Student: A neutral sheet of dipoles has no field outside it. Yet the Topping formula says the dipoles weaken one another, and then the work function is supposed to turn round as more are added. I don't see where either comes from.

Lecturer: Let's fix the premises first. One: identical neutral adsorbates sit on a flat, infinite Bravais lattice, n per unit area. Two: each is a point dipole along the normal z, which points from the solid into vacuum, so μ > 0 means positive end outward. Three: each responds linearly, μ = μ0 + 4πε0 α E, where E is the normal field of all the other dipoles at its site and α is the polarisability volume, in Å³. Four: μ0 and α don't depend on n. Five, for now: the substrate adds no field that depends on n.

Student: Five looks false on a metal.

Lecturer: It is, and we'll put a size on it later. Start with the potential step, which needs almost none of the premises. Average the adsorbate-induced charge density over the plane to get ρ̄(z). The lateral derivatives of a periodic function average to zero, so the averaged potential obeys V″ = −ρ̄/ε0. The layer is neutral and no field is applied, so V′ vanishes on both sides. Integrate by parts:

V(+∞) − V(−∞) = ∫ V′ dz = [z V′] − ∫ z V″ dz = (1/ε0) ∫ z ρ̄ dz = nμ/ε0. (1)

The boundary term is zero, and ∫ z ρ̄ dz is the dipole moment per area. An electron has energy −eV, and the Fermi level deep in the metal is tied to the bulk potential, so the work function changes by

Δφ = −e nμ/ε0, or Δφ[eV] = −37.67 n[Å⁻²] μ[D]. (2)

That is the Helmholtz relation. Negative end outward raises φ.

Student: I have seen it with 2ε0.

Lecturer: That is a convention about μ. Put charges q at height d over an ideal conductor. The real screening charge −q lies on the surface plane, the real moment is qd, and (1) gives nqd/ε0. If you call the charge and its fictitious image a dipole of moment μ′ = 2qd, the same step reads nμ′/(2ε0). I always mean the real moment.

Student: Fine. But (1) used V′ = 0 outside. So where is the depolarising field?

Lecturer: In the plane. A dipole μ along z has the potential μ z/(4πε0 r³). At lateral distance ρ and height z, r² = ρ² + z², and differentiating gives

E_z = (μ/4πε0) (2z² − ρ²)/(ρ² + z²)^(5/2). (3)

At z = 0 this is −μ/(4πε0 ρ³): every neighbour opposes the dipole at the origin. At z ≠ 0 the region ρ < √2 |z| is positive and cancels the negative remainder when you integrate over the plane; that is your zero average. An adsorbate doesn't sample the average. It sits at z = 0 and excludes itself. All sites are equivalent, so all carry the same μ, and

E = −(μ/4πε0) Σ′ 1/ρ³ = −(μ/4πε0) ξ n^(3/2), (4)

where the prime omits the origin. Measuring lengths in units of n^(−1/2) turns the lattice into one of unit cell area, and ξ is the sum Σ′ 1/ρ³ on that lattice, a pure number fixed by the cell shape.

Student: Then I add up a few shells.

Lecturer: It converges, but slowly. The tail beyond radius R is ∫ 2πρ dρ/ρ³ = 2π/R, and you need R near 70 before that drops to one per cent of the square-lattice sum. Split it instead. The gamma-function integral gives

1/ρ³ = 2π ∫₀^∞ t^(1/2) exp(−πρ²t) dt.

Define Θ(t) = Σ exp(−πρ²t) over all sites, origin included. The terms are positive, so sum and integral commute: ξ = 2π ∫₀^∞ t^(1/2) [Θ(t) − 1] dt. Poisson summation turns a sum of Gaussians over a lattice of unit cell area into 1/t times a sum of Gaussians exp(−πg²/t) over the dual lattice, the vectors g with integer scalar products with all lattice vectors. For the square and the triangular lattice the dual is the same lattice up to a rotation, so Θ(t) = Θ(1/t)/t. Use that on 0 < t < 1:

t^(1/2)[Θ(t) − 1] = t^(−1/2)[Θ(1/t) − 1] + t^(−1/2) − t^(1/2).

The last two terms integrate to 2 − 2/3 = 4/3. In the first put u = 1/t, so that t^(−1/2) dt becomes u^(−3/2) du on 1 < u < ∞. Hence

ξ = 8π/3 + 2π Σ′ ∫₁^∞ (t^(1/2) + t^(−3/2)) exp(−πρ²t) dt. (5)

Now the shells fall off like exp(−πρ²). Square lattice: four sites at ρ² = 1 give 0.642, four at ρ² = 2 give 0.014, and 8π/3 = 8.378, so ξ = 9.034. Triangular lattice: the cell area is (√3/2) b² for neighbour distance b, so the six nearest sites have ρ² = 2/√3 and give 0.515; the next shell doesn't reach the third decimal, and ξ = 8.893.

Student: My notes have 11 for the triangular case.

Lecturer: That is the same sum in units of 1/b³. Since n^(3/2) = (2/√3)^(3/2)/b³, the coefficient is 8.893 × (2/√3)^(3/2) = 11.03. It goes with b⁻³, never with n^(3/2). At equal density the two lattices differ by under two per cent, and (5) shows why: 8π/3 is common to both.

Student: And now the self-consistency.

Lecturer: Insert (4) in premise three. The factors 4πε0 cancel, which is the reason for using a volume: μ = μ0 − ξ α n^(3/2) μ. Solve:

μ = μ0/(1 + x), x = ξ α n^(3/2), (6)

Δφ = −(e/ε0) n μ0/(1 + ξ α n^(3/2)). (7)

The lattice sums are Topping's, from 1927. Note that μ, not μ0, makes the field. Using μ0 would give μ0(1 − x), only the first term of the series, and it would wrongly change sign at x = 1. In (6) the moment shrinks and never reverses.

Student: If it never reverses, how can Δφ turn round?

Lecturer: The number of dipoles grows as n, the denominator as n^(3/2). Since dx/d ln n = 3x/2,

d ln|Δφ|/d ln n = 1 − (3x/2)/(1 + x) = (1 − x/2)/(1 + x). (8)

This is positive below x = 2 and negative above, so |Δφ| has a single maximum at x = 2. There μ = μ0/3, n* = (2/ξα)^(2/3) and |Δφ| = e n* |μ0|/(3ε0). Beyond it |Δφ| decays as n^(−1/2).

Student: I distrust that maximum. What spacing does it need?

Lecturer: You should distrust it, for three reasons. First, on the square lattice with spacing b, x = 2 means b = (ξα/2)^(1/3) = 1.65 α^(1/3). A conducting sphere of radius R has α = R³, and such spheres touch at b = 2R, where x is only ξ/8 = 1.13. For them the maximum lies inside contact, where point dipoles mean nothing. Second, let the polarisability be isotropic and try a uniform in-plane moment. The field along the moment is (μ/4πε0) Σ′ (3cos²γ − 1)/ρ³, with γ the angle between moment and site vector. On both lattices cos²γ averages to 1/2 in each shell, so the sum is +ξ n^(3/2)/2, it reinforces the moment, and the in-plane response has the denominator 1 − x/2. A free-standing isotropic layer therefore loses linear stability no later than x = 2. Third, (8) assumes the layer is compressed uniformly with ξ fixed. Fill a fixed set of N sites per area at random with probability θ, and in mean field the sum in (4) becomes θ ξ N^(3/2). Then |Δφ| ∝ θ/(1 + κθ) with κ = ξαN^(3/2), whose slope 1/(1 + κθ)² is always positive. Large islands of one dense phase give an area-averaged Δφ linear in θ. The maximum belongs to mutually repelling, uniformly spread adsorbates with a large normal response, usually one that includes charge transfer to the substrate.

Student: Now premise five.

Lecturer: Model the metal as an ideal conductor with its image plane a distance d below the dipoles. Reflect each charge and reverse its sign: a normal dipole has an image of the same direction, at depth Z = 2d below the real one. Relation (2) survives, with μ the moment of the real point dipole. Dipoles and images together make a step 2nμ/ε0 that is odd about the image plane, and the metal sits at its midpoint. The local field does change. By (3), the adsorbate's own image gives +2μ/(4πε0 Z³), and the images of the neighbours give −(μ/4πε0) ξ′ n^(3/2), with s = Z n^(1/2) and

ξ′(s) = Σ′ (ρ² − 2s²)/(ρ² + s²)^(5/2). (9)

So μ[1 − 2α/Z³ + α(ξ + ξ′) n^(3/2)] = μ0. Divide by f = 1 − 2α/Z³, which is independent of n and must be positive:

μ = μ0*/(1 + (ξ + ξ′) α* n^(3/2)), μ0* = μ0/f, α* = α/f. (10)

The own image only dresses the single-adsorbate parameters, and μ0* is what the initial slope of Δφ against n defines. The neighbours' images change the lattice sum.

Student: By how much?

Lecturer: Each term of (9) is smaller than 1/ρ³ and tends to it as s → 0, so ξ′ < ξ, and a layer close to the image plane has the sum doubled. For finite s use Fourier components. A lattice of dipoles has moment density nμ Σ exp(iG·ρ) over reciprocal vectors G. Each component makes V jump by its amplitude over ε0, is odd in z, and satisfies Laplace's equation, so it is ±(nμ/2ε0) exp(iG·ρ − G|z|). The G = 0 term has no field. Directly above a site, E_z = (nμ/2ε0) Σ G exp(−G|z|) over G ≠ 0. That contains the own image, so subtract it. In units of n^(−1/2),

ξ′(s) = 2/s³ − 2π Σ G exp(−Gs), (11)

with G = 2π√(h² + k²) on the square lattice, h and k integers not both zero. For large s the sum dies and ξ′ → 2/s³ → 0, which restores (6). Because s depends on n, the condition x = 2 is exact only in the two limits: with ξ for a distant metal and with 2ξ for s → 0.

Student: Then state honestly when (7) holds.

Lecturer: Relation (2) is exact for any neutral redistribution of charge, provided μ counts all of it, substrate electrons and displaced ions included. Relation (6) needs more: adsorbates small against their spacing, so that higher multipoles and overlap drop out; a uniform, ordered or well-spread layer, much wider than the spacing, since a patch of radius R lacks a tail 2πn/R of the sum at its centre; linear response in the local field; μ0 and α unchanged by site, height or bonding as n varies; and either s well above one or the replacement of ξ by ξ + ξ′. It is safest for x below about one.

Student: Show me on oxygen on Ni(100).

Lecturer: Take the fcc lattice constant as a ≈ 3.52 Å, an approximate input. The (100) face is a square net of side a/√2 = 2.49 Å with N = 2/a² = 0.1614 Å⁻². In c(2×2), oxygen fills every second fourfold hollow in a checkerboard, θ = 0.5. That is a square lattice of side √2 × a/√2 = a, so n = 1/a² = 0.0807 Å⁻² and n^(3/2) = 1/a³ with a³ = 43.61 Å³. By (2), one debye is worth 3.04 eV. For the inputs I take α = 1.0 Å³, an illustrative value of the order typical for an oxygen atom, and μ0 = −0.14 D. I chose μ0 so that the outcome lands in the range typical for this overlayer, a rise of roughly 0.3 to 0.4 eV. Landing there tests nothing.

Then x = 9.034 × 1.0/43.61 = 0.207 and μ = −0.14/1.207 = −0.116 D. The local field from (4) is 0.072 V/Å, pointing outward, against the moment. The model gives Δφ = +0.35 eV, where rigid dipoles would give +0.43 eV: depolarisation removes 17 per cent. For scale, the compiled work function of polycrystalline nickel is 5.02 eV (Tran 2019), so the shift is about 7 per cent of it. I won't add the two, since that value is not for the (100) face.

Student: One fitted input, one output. What does the model actually predict?

Lecturer: The shape. The p(2×2) phase, θ = 0.25, is also square, with side √2 a = 4.98 Å, so the same ξ applies with n halved. There x = 0.207/2^(3/2) = 0.073, μ = −0.130 D and Δφ = +0.20 eV. The ratio c(2×2) to p(2×2) is 2(1 + 0.073)/(1 + 0.207) = 1.78 instead of 2, whatever μ0 is. The maximum is out of reach: it needs b = 1.65 Å, that is n* = 0.366 Å⁻² or 2.3 monolayers, and to bring it down to c(2×2) would take α = 2a³/ξ = 9.7 Å³. At c(2×2) the slope (8) is 0.74. With the compiled linear expansion 13.4 × 10⁻⁶ K⁻¹ (Kaye and Laby Online), 100 K of heating lowers n by 0.27 per cent and Δφ by 0.7 meV through dilation alone, which is negligible.

Student: And the images you promised?

Lecturer: They rival the effect. Hold the dressed values at μ0* = −0.14 D and α* = 1.0 Å³, and take d = 0.88 Å for illustration, so Z = 1.76 Å = a/2 and s = 0.5. Inverting α* = α/f gives a bare α = α*/(1 + 2α*/Z³) = 0.73 Å³. From (11), ξ′ = 16 − 10.84 = 5.16, more than half of ξ, and ξ + ξ′ = 14.2. Then x = 0.33, the reduction is 25 per cent and Δφ = +0.32 eV. In the limit s → 0, x = 0.41, the reduction is 29 per cent, Δφ = +0.30 eV, and the ratio of the two phases falls to 1.62.

Student: Which one is right for oxygen?

Lecturer: None cleanly. Oxygen in the hollow typically sits only about 0.8 to 0.9 Å above the top nickel layer, and the image plane of a metal typically lies about 1 Å or more above that layer, so the atom is embedded in the screening charge and d isn't well defined. The moment says the same: 0.14 D is 0.029 e·Å, far below one electron moved through 1 Å, because it is the small net sum of charge transfer, screening and nickel displacements, none of which need stay fixed between the two phases. An α fitted to a coverage curve with ξ = 9.034 is therefore an effective number, too large by up to a factor of two in the image model, since only the product (ξ + ξ′)α* enters. With these inputs the model's answer for c(2×2) is a depolarisation of 17 to 29 per cent and a work-function rise of 0.30 to 0.35 eV, two figures at most, the spread coming from how the metal screens the neighbours.